## How wide should the smearing be on a coarse mesh?

Why should blurring the edge between filled and empty states make the computed energy of a metal better at first, and then worse? In a metal the bands cross the Fermi level, the energy up to which states are filled. The calculation samples these bands only at a finite mesh of k points, so a sharp edge makes each sampled level count as either full or empty. Smearing lets levels near the edge be partly filled, over an energy range set by the occupation width σ. The table follows the resulting errors for a layered selenium–bromine metal, treated with PBE.

Se3Br (I4/mmm, conventional a = 3.802 Å, c = 16.964 Å) at fixed atoms and cell, computed with Ansatz 0.2.0 using scalar-relativistic plane-wave PAW and PBE without spin polarisation, a 420 eV cutoff, an 8×8×8 k mesh and Gaussian smearing. The reference has a 16×16×16 mesh and 0.1 eV width. The energy is extrapolated to zero smearing; pressure is positive in compression.

| occupation width (eV) | energy less reference (meV/atom) | free energy less reference (meV/atom) | pressure less reference (GPa) |
| --- | --- | --- | --- |
| 0.01 | 1.87 | 3.28 | 0.014 |
| 0.05 | 1.47 | 2.25 | 0.048 |
| 0.1 | 0.888 | 0.65 | 0.064 |
| 0.2 | 0.421 | -3.80 | 0.075 |
| 0.4 | 1.73 | -22.1 | 0.216 |

The energy column gives the energy extrapolated to zero smearing, relative to a run with a finer mesh and a width of 0.1 eV. Its error falls from 1.87 meV/atom at the narrowest width to 0.42 at 0.2 eV, then climbs back to 1.73 at 0.4 eV. Only the row at 0.1 eV shares the width of the reference, so its error of 0.89 meV/atom comes from the mesh alone. The other rows mix the effects of mesh and width.

### What the extrapolation assumes

Partly filled levels carry an entropy, and the program minimises a free energy F from which an entropy term TS has been subtracted. In a metal whose levels are spread smoothly, the number of partly filled levels grows in proportion to σ. Each of them contributes an amount that is also proportional to σ, so TS grows as σ². The free energy then falls by half of TS, and adding that half back recovers the energy at zero width. Call this half h = TS/2; the extrapolated energy is E = F + h.

A coarse mesh can break this assumption. Suppose that a fixed group of levels sits right at the Fermi level and the next ones lie well away. Widening the smearing then brings in no new levels, and TS grows only in proportion to σ. In that case F falls by the whole of TS, while the extrapolation still returns only half of it. The extrapolated energy therefore drifts downwards as the width grows.

Both cases fit into one relation. Because F is stationary with respect to the occupations, its slope with width is dF/dσ = −TS/σ = −2h/σ. If h grows locally as σ to the power p, then

dE/d(ln σ) = (p − 2) h.

The energy falls where the entropy term grows more slowly than σ², stays flat where it follows σ², and rises where it grows faster. If p is constant between two neighbouring widths, the energy changes by (1 − 2/p) times the change in h.

### The narrow end: too few levels to share

At a width of 0.01 eV, h is 0.10 meV/atom, 6.6 times what the σ² law gives when scaled from the finer mesh. An entropy this large needs at least 72 mesh levels close to the Fermi level. By the same measure, the density of states from the finer mesh would supply about 11. The narrow window on the coarse mesh therefore holds far more levels than its fair share.

Symmetry helps to explain why such a mismatch arises. Up to 16 k points of this crystal are equivalent and have exactly the same energies, so levels enter the window in whole groups. A window that should hold about 11 levels can't be represented well by groups of that size. Still, 72 levels need several such groups at once. The layers probably help here: they lie about 4.2 Å apart, so the bands should change less in energy across them than within them, and mesh points that differ only in that direction can then give levels close together. Whether they are close enough to share a window of 0.01 eV is open, as the levels themselves weren't inspected.

From 0.01 to 0.05 eV, h grows with a power of only 1.2, close to the linear law of a fixed group. The relation then predicts a fall in energy of 0.39 meV/atom, and the table shows 0.40. Since the coarse mesh starts above the reference, this fall reduces the error. Wider smearing is here doing part of the work of a denser mesh, by averaging over the gaps between the sampled levels. The direction depends on where the Fermi level lies. Had it fallen in a gap between sampled levels, the entropy would have started near zero and grown faster than σ², and the energy would have risen at first.

A real, very narrow peak in the density of states could also give too much entropy at small widths. The finer mesh was run only at 0.1 eV, where such a peak would be blurred. At that width, however, the coarse mesh gives 16 % more entropy than the fine one, although both describe the same crystal. That excess comes from the mesh alone, which makes uneven sampling the likelier explanation of the much larger excess at 0.01 eV, though it doesn't prove it.

### The wide end: the window sees too much

The last step, from 0.2 to 0.4 eV, can be worked in full. Here h rises from 5.73 to 25.34 meV/atom, a factor of 4.42 for a doubling of the width. The power is p = ln 4.42 / ln 2 = 2.14, just above 2. The predicted change in energy is (1 − 2/2.14) × 19.6, or about 1.3 meV/atom, which is also what the table gives. A small departure from the σ² law matters here because the entropy term itself has become large.

A power above 2 means that the wider window takes in more levels than the density near the Fermi level would suggest. The density of states is then probably higher, on average, somewhat farther from that level, though uneven sampling left over at 0.2 eV may add to the effect. A density that varies in this way leaves an error of order σ⁴, which the extrapolation doesn't remove. A rough estimate from the last two rows puts it at 1.6 meV/atom at 0.4 eV and at only 0.1 at 0.2 eV. The estimate takes the entropies of both rows as free of mesh error, and there is reason for doubt: the finer mesh gives a larger TS/σ² at 0.1 eV than the coarse one does at 0.2 eV, which doesn't fit a steady rise with width. The true width error at 0.4 eV may therefore be well below this figure.

The minimum thus lies where two different errors change places. Below it, the mesh is too coarse for the width; above it, the width is probably too large for the extrapolation. The relation is least accurate in the step that leads to the minimum, from 0.1 to 0.2 eV, where it predicts a fall of 0.67 meV/atom against the computed 0.47. There p changes quickly, and h is largest at the end where p is already near 2, so the true fall is smaller than a constant power suggests.

The other three steps agree to within 0.02 meV/atom, as the printed output shows. The relation has no adjustable constant, but it takes the entropy terms from the same runs, and the stationary free energy is built into the method. The agreement therefore shows that the entropy accounts for the shape of the energy curve. Why the entropy grows as it does has to be argued from the levels, as above.

### Free energy and pressure tell different stories

The free energy error plunges to −22.1 meV/atom at 0.4 eV for a simple reason: this column keeps the entropy term that the extrapolation largely removes. At that width h exceeds the reference's own 1.5 meV/atom by 23.8, and 1.7 − 23.8 gives the value in the table. The error changes sign between 0.1 and 0.2 eV, where the growing entropy term outweighs the positive mesh error. A free energy close to the reference in that range is a crossing and no mark of accuracy.

The pressure follows the slope of the free energy with volume, so the entropy term acts on it too. Its error rises by 0.14 GPa between the last two widths. The entropy could account for this step if h grew roughly as the volume to the power 1.4. The sign is the expected one, since stretching a crystal usually narrows its bands and packs the levels more densely. Free electrons would give a power of only 2/3, however, and no second volume was computed to test the larger value. The same argument fails at the narrow end. From 0.01 to 0.05 eV the pressure rises by about a quarter as much, although h gains only about a thirtieth as much. There the uneven sampling is the likelier cause, since a change of volume shifts single groups of levels past the Fermi level.

The narrowest width has the smallest pressure error, 0.014 GPa, together with the largest energy error. Agreement in one quantity is thus a poor guide to the other. The forces are no guide either, because symmetry holds every atom of this cell in place whatever the smearing.

### A test that costs one extra run

The entropy term offers a simple check on a mesh: compute it at two widths and divide each value by σ². If the ratio changes strongly towards the smaller width, up or down, the mesh is probably too coarse for that width, or the density of states has a sharp peak or dip; a denser mesh at the same width tells the two apart. For this metal the ratio falls about sevenfold from 0.01 to 0.2 eV and then rises by a tenth at 0.4 eV. The first change is probably a warning about the mesh, the second about the width. Whether the remaining 0.42 meV/atom at 0.2 eV is mostly mesh error, or what is left after two errors partly cancel, could be settled by one run on the finer mesh at that width.

Numerical output:

```
half the entropy term of the reference run, meV/atom: 1.512
density of states at the Fermi level from the reference entropy, states/eV/atom: 0.6048
Half the entropy term, meV/atom:
   row  half entropy term  less reference  square law from fine mesh  ratio to square law  apparent states/eV/atom
  0.01            0.09919          -1.413                    0.01512                 6.56                    3.968
  0.05              0.732           -0.78                      0.378                1.937                    1.171
   0.1               1.75           0.238                      1.512                1.157                      0.7
   0.2              5.733           4.221                      6.048               0.9479                   0.5733
   0.4              25.34           23.83                      24.19                1.048                   0.6335
Step from the row before, meV/atom:
   row  power of width  predicted energy step  computed energy step      miss
  0.05           1.242                -0.3863                  -0.4    0.0137
   0.1           1.257                -0.6012                -0.582  -0.01916
   0.2           1.712                -0.6702                -0.467   -0.2032
   0.4           2.144                  1.318                 1.309  0.009457
rms miss of the predicted energy steps, meV/atom: 0.1024
fall of the energy error from width 0.01 to 0.2 eV, meV/atom: 1.449
least number of mesh levels near the Fermi level at width 0.01 eV (512 k points): 72.01
number that the fine-mesh density of states would give: 10.98
rough width error of the energy at 0.2 eV, meV/atom: 0.1004
rough width error of the energy at 0.4 eV, meV/atom: 1.607
pressure step from 0.2 to 0.4 eV, GPa: 0.141
power of volume that the entropy term would need to give that whole step: 1.376
```
